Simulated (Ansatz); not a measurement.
# Ni: pressure and energy change per atom as volume scale varies

All results are calculated (Ansatz 0.2.0). Plane-wave DFT, scalar-relativistic PAW made under PBE with cores redone for the functional, no dispersion; the given relaxed cell is scaled uniformly, energy at zero smearing counts from the unscaled cell, pressure at the given Fermi-Dirac smearing is positive in compression.

The cell before it is scaled or strained (space group P6/mmm, No. 191):
```
CELL_PARAMETERS angstrom
3.93390 0.00000 0.00000
-1.96690 3.40680 0.00000
0.00000 0.00000 2.38490
ATOMIC_POSITIONS crystal
Ni 0.00000 0.00000 0.00000
Ni 0.33333 0.66667 0.50000
Ni 0.66667 0.33333 0.50000
```

Settings of every row: spin polarised yes; functional m-r2SCAN; wave cutoff 500 eV; smearing width 0.05 eV; k mesh 10x10x15.

Atom:
```csv
element,starting moment (Bohr magneton)
Ni,0.61
Ni,0.65
Ni,0.65
```

Limits: search for a lower magnetic state is off; the cell comes from a prototype or a list of computed structures and needn't be the stable phase.

```csv
row,volume scale,V (Å³/atom),pressure (GPa),energy change per atom (meV),largest site moment (Bohr magneton)
1,0.88,9.376,37.1,130.46,0.55
2,0.92,9.802,21.78,53.15,0.58
3,0.96,10.228,9.65,12.12,0.63
4,1.04,11.08,-7.67,10.86,0.68
5,1.08,11.506,?,?,?
6,1.12,11.933,-18.47,83.29,0.7
```

Question: what pressure and energy change per atom should row 5 give?

Worked fit of pressure. Take u = (V_r/V)^(2/3) − 1 with V_r = 10.228 Å³ an atom, which is twice the finite (Eulerian) strain; such expansions in the strain, on which the Birch-Murnaghan equation of state is built, carry the rest volume and the bulk modulus. The shown rows have u = 0.0597, 0.02877, 0, -0.05194, -0.09768. Least squares give pressure = 9.695 + 393.19 × u + 1079.8 × u² GPa; a straight line predicts inner rows, each left out in turn, worse (root mean square 3.1 against 0.19 GPa). The rows lie off it by 0.08, -0.12, -0.04, 0.14, -0.06 (root mean square 0.095 GPa). The pressure vanishes at u = -0.0266, or V = 10.65 Å³ an atom, and there the bulk modulus at fixed shape and fractions is B = −V dP/dV = (2/3)(1 + u) dP/du = 218 GPa. Letting shape and atoms relax would as a rule lower it, by much in layered, chain or molecular crystals. The withheld row has u = -0.07549, so the fit gives 9.695 + 393.19 × (-0.07549) + 1079.8 × (-0.07549)² = -13.83 GPa.

The calculation gave -13.72 GPa. The fit lies 0.11 GPa (0.2 % of the column's range) below it; its largest miss of a shown row is 0.14 GPa.

Worked fit of energy change per atom. Take u = (V_r/V)^(2/3) − 1 with V_r = 10.228 Å³ an atom, which is twice the finite (Eulerian) strain; such expansions in the strain, on which the Birch-Murnaghan equation of state is built, carry the rest volume and the bulk modulus. The shown rows have u = 0.0597, 0.02877, 0, -0.05194, -0.09768. Least squares give energy change per atom = 12.585 + 943.27 × u + 17114.9 × u² meV; a straight line predicts inner rows, each left out in turn, worse (root mean square 49 against 1.4 meV). The rows lie off it by 0.56, -0.74, -0.47, 1.10, -0.46 (root mean square 0.71 meV). The withheld row has u = -0.07549, so the fit gives 12.585 + 943.27 × (-0.07549) + 17114.9 × (-0.07549)² = 38.91 meV.

The calculation gave 39.92 meV. The fit lies 1.01 meV (2.5 % of the value, 0.84 % of the column's range) below it; its largest miss of a shown row is 1.10 meV.

The other values of row 5: largest site moment 0.69 Bohr magneton.
